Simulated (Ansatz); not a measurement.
All numbers below come from DFT PBE, scalar-relativistic, plane waves, PAW in Ansatz. Cutoff 420 eV, Γ-centred meshes of about 0.25 Å⁻¹ or finer for metals and 0.3 Å⁻¹ for insulators (2π included), Gaussian smearing. No spin polarisation.

Temperature and zero-point effects are left out.

Two forms of Be3S5 were relaxed alike.

A.

```yaml
crystal:
  lattice:
    - [-1.78642, 1.78642, 10.91791]
    - [1.78642, -1.78642, 10.91791]
    - [1.78642, 1.78642, -10.91791]
  atoms:
    - { symbol: Be, position: [0.80601, 0.80601, 0.00000] }
    - { symbol: Be, position: [0.19399, 0.19399, 0.00000] }
    - { symbol: Be, position: [0.00000, 0.00000, 0.00000] }
    - { symbol: S, position: [0.45025, 0.95025, 0.50000] }
    - { symbol: S, position: [0.35441, 0.85441, 0.50000] }
    - { symbol: S, position: [0.75000, 0.25000, 0.50000] }
    - { symbol: S, position: [0.04975, 0.54975, 0.50000] }
    - { symbol: S, position: [0.14559, 0.64559, 0.50000] }
```

B.

```yaml
crystal:
  lattice:
    - [2.44999, -7.10900, 0.00000]
    - [2.44999, 7.10900, 0.00000]
    - [0.00000, 0.00000, 10.24818]
  atoms:
    - { symbol: Be, position: [0.24090, 0.75910, 0.39899] }
    - { symbol: Be, position: [0.24090, 0.75910, 0.10101] }
    - { symbol: Be, position: [0.78004, 0.21996, 0.25000] }
    - { symbol: Be, position: [0.75910, 0.24090, 0.60101] }
    - { symbol: Be, position: [0.75910, 0.24090, 0.89899] }
    - { symbol: Be, position: [0.21996, 0.78004, 0.75000] }
    - { symbol: S, position: [0.09786, 0.90214, 0.34549] }
    - { symbol: S, position: [0.09786, 0.90214, 0.15451] }
    - { symbol: S, position: [0.70316, 0.29684, 0.41515] }
    - { symbol: S, position: [0.70316, 0.29684, 0.08485] }
    - { symbol: S, position: [0.90214, 0.09786, 0.65451] }
    - { symbol: S, position: [0.90214, 0.09786, 0.84549] }
    - { symbol: S, position: [0.29684, 0.70316, 0.91515] }
    - { symbol: S, position: [0.29684, 0.70316, 0.58485] }
    - { symbol: S, position: [0.66433, 0.33567, 0.75000] }
    - { symbol: S, position: [0.33567, 0.66433, 0.25000] }
```

Question: Which would you expect to be lower, and how large is the difference?

Answer: A is lower, by 101 meV/atom. A has space group I-4m2 (No. 119), 17.4 Å³/atom and no gap on its mesh; B has space group Cmcm (No. 63), 22.3 Å³/atom and no gap. Counting S atoms around Be (those within 1.25 times the shortest such distance or 1.15 times the sum of covalent radii; a plus sign parts nearer from farther groups; a slash parts the counts of unlike sites), A has Be 4 and B has Be 2/3+2. A and B both hold S–S pairs. Both come from trial cells of a structure search, whose lowest cell (P1, 16.7 Å³/atom) lies 79 meV/atom below the lower of the two.

No dispersion correction is applied, so the spacing and binding between layers, chains or molecules are poorly described (Cmcm), and this can change margins and order among such cells. The zero gap of I-4m2, Cmcm may come from the functional, which often closes small gaps, or the cell may be a true semimetal. Cells relaxed within their symmetry can be saddle points. Some candidate types were left out of the draw beforehand, so a known form may be missing.

The preference for A probably comes from how its sulfur is bonded. Per formula unit, its coordinates give two S–S pairs and one isolated S. Read as disulfide and sulfide, these exactly balance three Be²⁺, and every Be has the fourfold coordination usual for this small cation. B has only one pair for three isolated S atoms, so Be cannot supply enough electrons to fill all the sulfur valence states. Its S–S bond is shorter than those in A, which suggests that the shortage partly empties the pair's π* levels. Its Be atoms also have fewer close S neighbours, in keeping with the more open packing.

The absent gaps therefore need not mean the same thing: in A the electron count allows a gap and the bands must overlap to close it, whereas in B holes in the sulfur p states are expected. A is favoured only over B, since the search found a lower and denser cell. Whether any of these cells would survive against separation into BeS and sulfur is not shown.
